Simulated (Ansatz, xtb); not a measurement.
# FH3NOSi+: which of two isomers lies lower

Structure X: `[H]/N=[Si](/[OH2+])F`, a singlet. Structure Y: `[NH3+][Si](=O)F`, a singlet. Both are isolated ions in the gas phase, relaxed with PBE0-D3(BJ)/def2-SVP; the shapes shown needn't be the lowest conformers.

X (Å):

```tsv
atom	x (Å)	y (Å)	z (Å)
F	1.4784	-1.0133	-1.4659
N	-0.2725	-2.2759	0.7175
O	1.4067	-0.2167	0.9210
Si	0.7037	-1.4476	-0.1628
H	-0.8783	-3.0669	0.5142
H	2.0612	0.4724	0.6963
H	1.1262	-0.2031	1.8586
```

Y (Å):

```yaml
atoms:
  - { symbol: F, position_ang: [1.8101, -2.0090, 1.9686] }
  - { symbol: N, position_ang: [0.0374, -1.0472, 0.2671] }
  - { symbol: O, position_ang: [2.7981, -0.4363, -0.2842] }
  - { symbol: Si, position_ang: [1.8611, -1.1411, 0.6582] }
  - { symbol: H, position_ang: [-0.1006, -0.4927, -0.5925] }
  - { symbol: H, position_ang: [-0.5161, -0.6019, 1.0168] }
  - { symbol: H, position_ang: [-0.3926, -1.9734, 0.1121] }
```

Quicker runs give these differences E(Y) − E(X): GFN2-xTB −27.6 kcal/mol; HF/STO-3G −23.5 kcal/mol (at GFN2-xTB geometries); r2SCAN-D4/def2-SVP −27.5 kcal/mol (at GFN2-xTB geometries).

Estimate E(Y) − E(X) at the level CCSD(T)/def2-TZVP.

Calculated at CCSD(T)/def2-TZVP: E(Y) − E(X) = −30.4 kcal/mol, so structure Y lies lower.

The same difference at several levels:

```tsv
level	geometry	E(Y) − E(X) (kcal/mol)	departure from the last row (kcal/mol)	job, with rough time for the two
GFN2-xTB	GFN2-xTB	−27.6	+2.8	optimisation, 0.2 s
HF/STO-3G	GFN2-xTB	−23.5	+7.0	single point, 0.32 s
r2SCAN-D4/def2-SVP	GFN2-xTB	−27.5	+2.9	single point, 2.1 s
PBE0-D3(BJ)/def2-SVP	PBE0-D3(BJ)/def2-SVP	−27.2	+3.2	optimisation, 68 s
HF/def2-TZVP	PBE0-D3(BJ)/def2-SVP	−28.7	+1.8	part of the CCSD(T) run
MP2/def2-TZVP	PBE0-D3(BJ)/def2-SVP	−31.6	−1.2	part of the CCSD(T) run
CCSD(T)/def2-TZVP	PBE0-D3(BJ)/def2-SVP	−30.4		single point, 44 s
```

As drawn, Y has 1 N–Si, 1 O=Si, 2 N–H in place of 1 N=Si, 1 O–Si, 2 O–H.

The levels shown agree on the order. The largest departure from CCSD(T)/def2-TZVP is that of HF/STO-3G, 7.0 kcal/mol.

With harmonic frequencies from PBE0-D3(BJ)/def2-SVP (ideal gas, rigid rotor, one conformer each, 298.15 K, 1 atm): on the last row, ΔE + ΔZPE = −28.4, ΔH = −28.6, ΔG = −28.9 kcal/mol.

The correlated steps freeze 8 core orbitals. Run with Ansatz 0.2.0, xtb 6.7.1; the last row on 1 thread of Intel(R) Xeon(R) Platinum 8375C CPU @ 2.90GHz (Ice Lake) on a shared host.

Y lies well below X, and zero-point and thermal terms only trim the gap. Y can be read as ammonia bound to FSi=O⁺, and X as water bound to FSi=NH⁺. Nitrogen, being less electronegative than oxygen, gives up its lone pair more readily and carries the onium charge better, while oxygen forms the stronger, highly polar bond to silicon when it isn't tied up as a water ligand. Both effects favour Y and evidently outweigh the cost of exchanging O–H for N–H bonds.

Hartree–Fock in the larger basis already gives −28.7 kcal/mol, so the preference is mainly one of bonding and electrostatics, with correlation adding little. The weaker preference with STO-3G probably reflects the lack of polarisation functions, which silicon needs to describe its short, polar multiple bonds.

The ordering doesn't make Y the most stable ion of this composition: the aminohydroxy cation FSi(OH)(NH₂)⁺, where both lone pairs can donate into the empty silicon orbital, is probably lower still.
